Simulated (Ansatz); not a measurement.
## From Sn(SiH3)4 to SnCl4: predicting a member

Gas-phase molecules. On one Sn centre, n of the SiH3 ligands are replaced by Cl. The HOMO–LUMO gap y in eV at wB97M-V/def2-TZVPP. Shapes: PBE0-D4/def2-TZVP. Programs: Ansatz 0.2.0.

| molecule | n | y (eV) |
| --- | --- | --- |
| Sn(SiH3)4 | 0 | 10.67 |
| Sn(SiH3)3Cl | 1 | ? |
| SiH3(SnCl3) | 3 | 10.40 |
| SnCl4 | 4 | 10.93 |

Q: Fit y = c + s·n to the known rows and predict Sn(SiH3)3Cl.

A: 
1. Means of the 3 rows: n = 2.33333, y = 10.667.
2. Σ(Δn)² = 8.6667, Σ(Δn·Δy) = 0.25333, so the slope is 0.25333/8.6667 = 0.02923.
3. Intercept: 10.667 − (0.02923) × 2.33333 = 10.599. The largest residual of the fit is 0.29.
4. Sn(SiH3)3Cl: 10.599 + (0.02923) × 1 = 10.63 eV.

The run gave 9.90 eV, so the prediction is off by +0.73 eV, more than the largest residual. The step per swap changes from -0.77 to +0.53 eV along the series, so a line misses the bend. Other levels give for Sn(SiH3)3Cl: SPW92/def2-TZVPP 4.29; r2SCAN-D4/def2-TZVPP 4.83; r2SCAN0-D4/def2-TZVPP 6.47 eV. Orbital gaps aren't excitation energies, and the LUMO depends on the basis. For atoms past krypton def2 sets carry core potentials with scalar relativity. The series isn't monotonic at this level.

The first chloride narrows the gap from 10.67 to 9.90 eV, while replacing the last silyl group widens it from 10.40 to 10.93 eV. This suggests a change in the frontier orbitals rather than a steady substituent effect. Electronegative chlorine makes tin more positive and lowers the Sn-centred σ* acceptor level, while the remaining Sn–Si σ bonds still provide a comparatively high-lying occupied level. Once the last of these bonds is gone, the HOMO of SnCl4 is essentially a chlorine lone-pair combination, which lies deeper and probably outweighs any further lowering of the LUMO. The three fitted gaps already dip at SiH3(SnCl3), so the small positive slope has little chemical meaning as an increment per chlorine. The much smaller gaps of Sn(SiH3)3Cl at the other levels probably reflect their smaller share of long-range exact exchange, and being for one molecule they do not test the trend. Without the disubstituted member, the position of the minimum along the series remains open.
